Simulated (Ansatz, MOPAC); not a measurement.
Isomers of CH5BS

2 of its isomers, all singlets with charge 0: A = `BSC`; B = `CBS`.

Shapes, held fixed at every level: PBE0-D4/def2-TZVP. Flexible molecules stand in one conformer, not always the lowest. Programs: Ansatz 0.2.0, MOPAC 23.2.5.

A:

```xyz
8

B    -0.8699    0.9554   -0.9080
S     0.7078    0.8541   -0.1590
C     0.7414   -0.7357    0.7029
H    -1.6678    0.0753   -0.7903
H    -1.0861    1.9478   -1.5329
H     0.9106   -0.5610    1.7651
H     1.5596   -1.3370    0.3073
H    -0.2035   -1.2560    0.5592
```

B:

```xyz
8

C    -0.6327    0.8479   -0.2658
B     0.3426   -0.3618   -0.1543
S     0.5981   -1.1480    1.4245
H    -1.4139    0.6227   -1.0011
H    -0.0968    1.7144   -0.6703
H    -1.1133    1.1446    0.6683
H     0.9323   -0.7852   -1.1038
H     1.4758   -2.0917    1.0468
```

Electronic energies in kJ/mol, without zero-point or thermal terms.

```json
{"level": "AM1", "kind": "semi-empirical", "B − A": "-48.6"}
{"level": "PBE-D4/def2-TZVPP", "kind": "GGA", "B − A": "-51.1"}
{"level": "BHLYP-D4/def2-TZVPP", "kind": "global hybrid", "B − A": "-54.3"}
{"level": "MP2/def2-SVP", "kind": "perturbation theory", "B − A": "-62.9"}
{"level": "MP2/def2-TZVPP", "kind": "perturbation theory", "B − A": "-53.7"}
{"level": "CCSD/def2-SVP", "kind": "coupled cluster or CI", "B − A": "-62.9"}
{"level": "CCSD/def2-TZVPP", "kind": "coupled cluster or CI", "B − A": "-55.3"}
{"level": "CCSD(T)/CBS estimate", "kind": "coupled cluster or CI", "B − A": "-52.5"}
```

The highest level, CCSD(T)/CBS estimate, puts B lowest of these. All levels agree on that. The B − A difference spans -62.9 to -48.6 kJ/mol over the levels. The CBS estimate extrapolates MP2 from def2-TZVPP and def2-QZVPP and adds CCSD(T) − MP2 in the triple-zeta set, cores frozen. NDDO rows are differences of heats of formation.

Methyl(mercapto)borane, CH3–BH–SH (B), lies clearly below its isomer (methylthio)borane, CH3–S–BH2 (A), and the preference does not depend on the electronic-structure treatment. Both structures keep the B–S bond and a planar arrangement that lets a sulfur lone pair donate into the empty boron p orbital, so this π interaction probably contributes little to the difference. What changes is the σ framework: a C–S and a B–H bond in A are exchanged for a C–B and an S–H bond in B. The relatively weak C–S bond is the likely main cost in A, while hyperconjugation from the methyl group into the vacant boron orbital should further favour B.

The basis set matters more than the step from MP2 to CCSD: both give -62.9 kJ/mol with def2-SVP, but -53.7 and -55.3 with def2-TZVPP. The small basis thus exaggerates the preference for B, probably because it describes polarisation and correlation around sulfur unevenly in the two bonding patterns. The energy ordering says nothing about the barrier to interconversion.
